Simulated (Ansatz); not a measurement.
## CaZn3: pressure against volume scale

All results are calculated (Ansatz 0.2.0). Free energy against uniform scaling of the volume at fixed shape and fractions; periodic cell, basis, potentials, k mesh and filling as listed.

The cell before it is scaled or strained (space group Pm-3m, No. 221):
```
cell vectors (Å)
   4.3348     0.0000     0.0000
   0.0000     4.3348     0.0000
   0.0000     0.0000     4.3348
atoms (fractions of the cell vectors)
Ca  0.00000  0.00000  0.00000
Zn  0.50000  0.50000  0.00000
Zn  0.50000  0.00000  0.50000
Zn  0.00000  0.50000  0.50000
```

Settings of every row: functional m-r2SCAN; dispersion none; potentials PAW; wave cutoff 500 eV; density cutoff 2000 eV; k mesh 5x5x5; k shift 0x0x0; occupations gaussian; smearing width 0.15 eV; spin none.

Limits: coarse k mesh, up to 40 meV an atom off; the cell comes from a prototype or a list of computed structures and needn't be the stable phase.

| row | volume scale | V (Å³/atom) | pressure (GPa) | energy above lowest point (meV/atom) |
| --- | --- | --- | --- | --- |
| 1 | 0.92 | 18.734 | 2.29 | 5.1 |
| 2 | 0.9467 | 19.278 | ? | ? |
| 3 | 0.9733 | 19.82 | -0.65 | 0 |
| 4 | 1 | 20.363 | -1.82 | 4.2 |
| 5 | 1.0267 | 20.907 | -2.82 | 12.1 |
| 6 | 1.0533 | 21.449 | -3.67 | 23.2 |
| 7 | 1.08 | 21.992 | -4.4 | 36.9 |

Question: what pressure should row 2 give?

Worked fit of pressure. Take u = (V_r/V)^(2/3) − 1 with V_r = 20.635 Å³ an atom, which is twice the finite (Eulerian) strain; such expansions in the strain, on which the Birch-Murnaghan equation of state is built, carry the rest volume and the bulk modulus. The shown rows have u = 0.06655, 0.02723, 0.00889, -0.00869, -0.02546, -0.04157. Least squares give pressure = −2.341 + 57.17 × u + 186.2 × u² GPa; a straight line predicts inner rows, each left out in turn, worse (root mean square 0.23 against 0.0058 GPa). The rows lie off it by 0.00, 0.00, 0.00, 0.00, 0.01, 0.00. The pressure vanishes at u = 0.0366, or V = 19.55 Å³ an atom, and there the bulk modulus at fixed shape and fractions is B = −V dP/dV = (2/3)(1 + u) dP/du = 48.9 GPa. The withheld row has u = 0.04639, so the fit gives −2.341 + 57.17 × (0.04639) + 186.2 × (0.04639)² = 0.71 GPa.

The calculation gave 0.71 GPa. The fit meets it to the printed digit.

The other values of row 2: energy above lowest point 0 meV/atom.
